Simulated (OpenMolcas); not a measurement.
**C2H6Te: a line through the functionals**

The species is C2H6Te (9 atoms), meant as a singlet with charge 0. As SMILES, `C[Te]C`. The shape is that of a PBE0-D4/def2-TZVP optimisation.

The HOMO–LUMO gap y, in eV, basis def2-SVP with a core potential; a is the functional's share of exact exchange. Programs: OpenMolcas 26.06.

| functional | program | a | y (eV) |
| --- | --- | --- | --- |
| r2SCAN | OpenMolcas | 0 | 3.99 |
| BLYP | OpenMolcas | 0 | 3.48 |
| B3LYP | OpenMolcas | 0.2 | 5.01 |
| PBE0 | OpenMolcas | 0.25 | ? |
| BHLYP | OpenMolcas | 0.5 | 7.27 |

Q: Fit y = c + s·a to the known rows and predict PBE0.

A: 
1. Means of the 4 rows: a = 0.1750, y = 4.938.
2. Σ(Δa)² = 0.1675, Σ(Δa·Δy) = 1.1807, so the slope is 1.1807/0.1675 = 7.049.
3. Intercept: 4.938 − (7.049) × 0.1750 = 3.704. The largest residual of the fit is 0.29.
4. PBE0: 3.704 + (7.049) × 0.25 = 5.47 eV.

The run gave 5.46 eV, so the prediction is off by +0.01 eV, within the largest residual. Exact exchange lowers occupied levels and raises empty ones. The rows mix families of semi-local functionals, which the line can't see.

The gap widens steadily from BLYP through B3LYP to BHLYP, and these three rows lie almost on a line of their own, slightly steeper than the fitted one. r2SCAN, with no exact exchange either, starts well above BLYP and pulls up the low end of the fit. The near-perfect PBE0 prediction therefore probably owes something to compensating offsets, and the largest residual of 0.29 is a fairer measure of the line's reliability.

The steep slope reflects how non-local exchange treats the two frontier levels. The HOMO should be essentially the tellurium 5p lone pair, whose electron is freed from part of its self-repulsion, while an empty orbital, probably Te–C σ* in character, gains no matching exchange stabilisation. In a small isolated molecule, little screening offsets this separation. The gap thus moves from an excitation-like energy difference towards the difference between ionisation energy and electron affinity, so its growth does not imply a comparable blue shift in the absorption spectrum.
